**Screening of 1s and 2s in ions of charge +5, from O5+ to Ar5+**

The table holds eigenvalues and mean radii of the 1s1/2 and 2s1/2 orbitals from four-component Dirac–Coulomb Hartree–Fock calculations, averaged over the configuration. The program converts each radius into a screening constant of a one-electron Dirac ion and fits these constants linearly in the number of n = 2 electrons, using O5+ to P5+ only. With the constants then held fixed, the radius ratios of S5+, Cl5+ and Ar5+ are reproduced within about 0.1%, and the maximum falls at P5+. Screening that keeps growing with the total electron number misses the maximum and is almost 6% too high at Ar5+; Slater's constants find the maximum but give ratios 7 to 10% too large. Parabolas through the eigenvalues of Ne5+ to P5+, extended to sulfur, show that 1s and 2s of S5+ are bound 36 and 21 eV more deeply than the continued trend. A frozen-orbital estimate for 1s gives about 55 eV, so it has the right sign but is too large.

Atomic ions of charge +5, calculated with the B-spline radial atomic code version 1 at the radial basis-set limit, using all-electron four-component Dirac–Coulomb Hartree–Fock averaged over the nl configuration and a Fermi nucleus. ε is the orbital eigenvalue, without Breit or QED terms, and <r> the mean radius of the orbital.

## Script

```python
# Table: 1s1/2, 2s1/2 eigenvalues (eV) and mean radii (bohr) of +5 ions O..Ar; B-spline radial atomic code,
# Dirac-Coulomb Hartree-Fock, average of configuration. Tested: screened Dirac-hydrogenic model in which n=2
# electrons screen and n=3 electrons do not; rivals: screening linear in N, Slater's rules; kink of eigenvalues at P->S.
T = {
    'ion': ['O5+', 'F5+', 'Ne5+', 'Mg5+', 'Al5+', 'Si5+', 'P5+', 'S5+', 'Cl5+', 'Ar5+'],
    'Z': [8, 9, 10, 12, 13, 14, 15, 16, 17, 18],
    'N': [3, 4, 5, 7, 8, 9, 10, 11, 12, 13],
    'configuration': ['[He] 2s1', '[He] 2s2', '[He] 2s2 2p1', '[He] 2s2 2p3', '[He] 2s2 2p4', '[He] 2s2 2p5', '[He] 2s2 2p6', '[Ne] 3s1', '[Ne] 3s2', '[Ne] 3s2 3p1'],
    'e_1s12': [-703.36, -873.384, -1057.39, -1482.1, -1722.87, -1982.64, -2261.44, -2595.5, -2953.42, -3335.43],  # eV
    'e_2s12': [-138.006, -154.339, -172.884, -212.846, -234.28, -256.696, -280.104, -325.661, -374.736, -427.336],  # eV
    'gap': [565.354, 719.045, 884.508, 1269.26, 1488.59, 1725.94, 1981.34, 2269.84, 2578.69, 2908.09],  # eV
    'r_1s12': [0.19693, 0.17407, 0.15636, 0.12984, 0.11965, 0.11094, 0.10339, 0.096699, 0.09081, 0.085595],  # bohr
    'r_2s12': [0.89334, 0.80744, 0.73706, 0.62704, 0.58326, 0.54508, 0.51148, 0.47149, 0.43666, 0.40761],  # bohr
    'r_ratio': [4.5363, 4.6385, 4.7138, 4.8294, 4.8746, 4.9135, 4.9472, 4.8758, 4.8085, 4.762],
}
import numpy as np
from scipy.constants import alpha, physical_constants as pc
from scipy.optimize import brentq
Ha = pc['Hartree energy in eV'][0]; mc2 = Ha/alpha**2
ion = T['ion']
Z, N, e1, e2, gap, r1, r2, R = (np.array(T[k], float) for k in
    ['Z', 'N', 'e_1s12', 'e_2s12', 'gap', 'r_1s12', 'r_2s12', 'r_ratio'])
g = lambda z: np.sqrt(1-(z*alpha)**2)
c1 = lambda z: g(z)+0.5                       # z<r>, Dirac 1s
c2 = lambda z: ((6*(1+g(z))-1)*np.sqrt((1+g(z))/2)+1)/2   # z<r>, Dirac 2s
b1 = lambda z: mc2*(1-g(z)); b2 = lambda z: mc2*(1-np.sqrt((1+g(z))/2))
inv = lambda f, y: Z-np.array([brentq(lambda z: f(z)-v, 1, 30) for v in y])
s1, s2 = inv(lambda z: c1(z)/z, r1), inv(lambda z: c2(z)/z, r2)
t1, t2, tg = inv(b1, -e1), inv(b2, -e2), inv(lambda z: b1(z)-b2(z), gap)
rat = lambda a, b: (c2(Z-b)/(Z-b))/(c1(Z-a)/(Z-a))
nL = np.minimum(N-2, 8)-1; L = N <= 10
p1, p2 = np.polyfit(nL[L], s1[L], 1), np.polyfit(nL[L], s2[L], 1)
mA = rat(np.polyval(p1, nL), np.polyval(p2, nL)); mB = rat(np.polyval(p1, N-3), np.polyval(p2, N-3))
mS = rat(0.30+0*Z, 1.70+0.35*nL)
print("sigma from <r> (1s,2s), from energy (1s,2s,gap); ratio; model-table: frozen, linear-N, Slater")
for i, x in enumerate(ion):
    print(f"{x:5s}{s1[i]:.3f} {s2[i]:.3f} |{t1[i]:.3f} {t2[i]:.3f} {tg[i]:.3f} |{R[i]:.4f} "
          f"{mA[i]-R[i]:+.4f} {mB[i]-R[i]:+.4f} {mS[i]-R[i]:+.3f}")
print(f"fit O-P only: s1={p1[1]:.3f}+{p1[0]:.4f}nL, s2={p2[1]:.3f}+{p2[0]:.4f}nL (nL=other n=2 electrons)")
for nm, m in (("frozen", mA), ("linear-N", mB), ("Slater", mS)):
    d = abs(m/R-1)*100
    print(f"{nm}: max err fit rows {d[L].max():.2f}%, S-Ar {d[~L].max():.2f}%, worst {ion[d.argmax()]}, peak {ion[m.argmax()]}")
print(f"rise if (1-b2)/(1-b1)={(1-p2[0])/(1-p1[0]):.3f} < Zeff2/Zeff1={((Z-s2)/(Z-s1)).min():.3f}..{((Z-s2)/(Z-s1)).max():.3f}; b=0 gives 1")
print(f"bare Dirac ratio {rat(0,0)[0]:.4f}(O) {rat(0,0)[-1]:.4f}(Ar); table excess over 4: {(R.min()/4-1)*100:.1f}..{(R.max()/4-1)*100:.1f}%")
print(f"rounding floor: s1 <= {(5e-6/r1*(Z-s1))[L].max():.4f}, s2 <= {(5e-6/r2*(Z-s2)).max():.4f}, ratio 0.00005")
print(f"bare Z in gamma shifts s1 by <= {abs(Z-c1(Z)/r1-s1).max():.3f}, s2 by <= {abs(Z-c2(Z)/r2-s2).max():.3f}")
print("steps per unit Z: -e1s, -e2s, gap (eV); s1(r), s2(r), s(gap), ratio  (* s shell closes)")
st = lambda y: np.diff(y)/np.diff(Z)
for i in range(len(Z)-1):
    print(f"{ion[i]}>{ion[i+1]}{'*' if N[i+1] in (4, 12) else ''} {st(-e1)[i]:.1f} {st(-e2)[i]:.2f} {st(gap)[i]:.1f} "
          f"{st(s1)[i]:+.4f} {st(s2)[i]:+.4f} {st(tg)[i]:+.4f} {st(R)[i]:+.4f}")
P = (N >= 5) & L; iS, iSi = ion.index('S5+'), ion.index('Si5+'); ex = {}
for nm, y in (("-e1s", -e1), ("-e2s", -e2), ("gap", gap)):
    q = np.polyfit(Z[P], y[P], 2); ex[nm] = y[iS]-np.polyval(q, Z[iS])
    print(f"{nm}: quadratic Ne-P max resid {abs(np.polyval(q, Z[P])-y[P]).max():.3f} eV (floor <=0.005); "
          f"S above line by {ex[nm]:.1f} eV = {ex[nm]/y[iS]*100:.2f}%")
# further outputs of the same runs (less vetted): S5+ <1/r>, <r>, F0, 1s shifts; Si5+ F0, G1; Delta-SCF energies
i2p = (2.991316+2*2.972065)/3*Ha; i3s = 0.9610067*Ha; r3s = 1.425457; F2p3s = 22.44
V2 = ((46.8634+2*46.79171)/3-27.916/6)*r2[iSi]/r2[iS]
print(f"S: <1/r> 2p {i2p:.1f}, 3s {i3s:.1f} eV; frozen 1s estimate {i2p-i3s:.1f}, found/estimate {ex['-e1s']/(i2p-i3s):.2f}")
print(f"S: 2s-2p repulsion (Si scaled) {V2:.0f}, proxy F0(2p,3s) {F2p3s:.1f}; crude 2s estimate {V2-F2p3s:.0f} eV, found/est {ex['-e2s']/(V2-F2p3s):.2f}")
print(f"S: 3s shift on 1s minus on n=2 about {i3s-F2p3s:.1f} eV = {(i3s-F2p3s)/gap[iS]*100:.2f}% of gap; <r>3s/<r>2s {r3s/r2[iS]:.2f}")
print(f"S 1s Breit+self-energy+vac.pol. {1.733876+0.7661611-0.05065874:.2f} eV = {(1.733876+0.7661611-0.05065874)/-e1[iS]*100:.2f}%")
print(f"-e2s minus DeltaSCF: O {-e2[0]-138.0005:.3f} eV, F {-e2[1]-154.0413:.3f} eV")
print(f"e1s/e2s: O {e1[0]/e2[0]:.2f}, P {(e1/e2)[N==10][0]:.2f}, Ar {e1[-1]/e2[-1]:.2f} (hydrogenic 4)")
assert ion[R.argmax()] == 'P5+' and R.min() > 4
assert 0.2 < p2[0] < 0.4 and abs(st(s2)[N[1:] > 10]).max() < p2[0]/4
assert (t1 > s1).all()
assert 0 < ex['-e2s'] < ex['-e1s'] < i2p-i3s
```

Printed output:

```
sigma from <r> (1s,2s), from energy (1s,2s,gap); ratio; model-table: frozen, linear-N, Slater
O5+  0.391 1.290 |0.812 1.632 0.559 |4.5363 +0.0083 +0.0083 +0.354
F5+  0.394 1.577 |0.991 2.266 0.609 |4.6385 -0.0033 -0.0033 +0.371
Ne5+ 0.422 1.870 |1.189 2.874 0.695 |4.7138 -0.0037 -0.0037 +0.394
Mg5+ 0.475 2.448 |1.571 4.094 0.856 |4.8294 -0.0026 -0.0026 +0.434
Al5+ 0.498 2.734 |1.757 4.706 0.933 |4.8746 -0.0013 -0.0013 +0.451
Si5+ 0.523 3.018 |1.940 5.318 1.008 |4.9135 +0.0004 +0.0004 +0.466
P5+  0.546 3.301 |2.122 5.932 1.082 |4.9472 +0.0026 +0.0026 +0.481
S5+  0.554 3.314 |2.206 6.223 1.106 |4.8758 -0.0002 +0.1059 +0.433
Cl5+ 0.562 3.309 |2.288 6.513 1.128 |4.8085 +0.0037 +0.2018 +0.399
Ar5+ 0.570 3.342 |2.368 6.803 1.148 |4.7620 -0.0045 +0.2742 +0.359
fit O-P only: s1=0.380+0.0236nL, s2=1.292+0.2877nL (nL=other n=2 electrons)
frozen: max err fit rows 0.18%, S-Ar 0.09%, worst O5+, peak P5+
linear-N: max err fit rows 0.18%, S-Ar 5.76%, worst Ar5+, peak Ar5+
Slater: max err fit rows 9.72%, S-Ar 8.87%, worst P5+, peak P5+
rise if (1-b2)/(1-b1)=0.729 < Zeff2/Zeff1=0.809..0.882; b=0 gives 1
bare Dirac ratio 3.9996(O) 3.9979(Ar); table excess over 4: 13.4..23.7%
rounding floor: s1 <= 0.0007, s2 <= 0.0002, ratio 0.00005
bare Z in gamma shifts s1 by <= 0.006, s2 by <= 0.031
steps per unit Z: -e1s, -e2s, gap (eV); s1(r), s2(r), s(gap), ratio  (* s shell closes)
O5+>F5+* 170.0 16.33 153.7 +0.0032 +0.2876 +0.0501 +0.1022
F5+>Ne5+ 184.0 18.54 165.5 +0.0283 +0.2929 +0.0854 +0.0753
Ne5+>Mg5+ 212.4 19.98 192.4 +0.0261 +0.2891 +0.0805 +0.0578
Mg5+>Al5+ 240.8 21.43 219.3 +0.0237 +0.2859 +0.0771 +0.0452
Al5+>Si5+ 259.8 22.42 237.4 +0.0246 +0.2842 +0.0754 +0.0389
Si5+>P5+ 278.8 23.41 255.4 +0.0229 +0.2823 +0.0740 +0.0337
P5+>S5+ 334.1 45.56 288.5 +0.0081 +0.0137 +0.0237 -0.0714
S5+>Cl5+* 357.9 49.07 308.8 +0.0077 -0.0048 +0.0219 -0.0673
Cl5+>Ar5+ 382.0 52.60 329.4 +0.0090 +0.0322 +0.0200 -0.0465
-e1s: quadratic Ne-P max resid 0.026 eV (floor <=0.005); S above line by 36.3 eV = 1.40%
-e2s: quadratic Ne-P max resid 0.007 eV (floor <=0.005); S above line by 21.2 eV = 6.51%
gap: quadratic Ne-P max resid 0.024 eV (floor <=0.005); S above line by 15.1 eV = 0.67%
S: <1/r> 2p 81.0, 3s 26.2 eV; frozen 1s estimate 54.9, found/estimate 0.66
S: 2s-2p repulsion (Si scaled) 49, proxy F0(2p,3s) 22.4; crude 2s estimate 26 eV, found/est 0.81
S: 3s shift on 1s minus on n=2 about 3.7 eV = 0.16% of gap; <r>3s/<r>2s 3.02
S 1s Breit+self-energy+vac.pol. 2.45 eV = 0.09%
-e2s minus DeltaSCF: O 0.006 eV, F 0.298 eV
e1s/e2s: O 5.10, P 8.07, Ar 7.81 (hydrogenic 4)
```
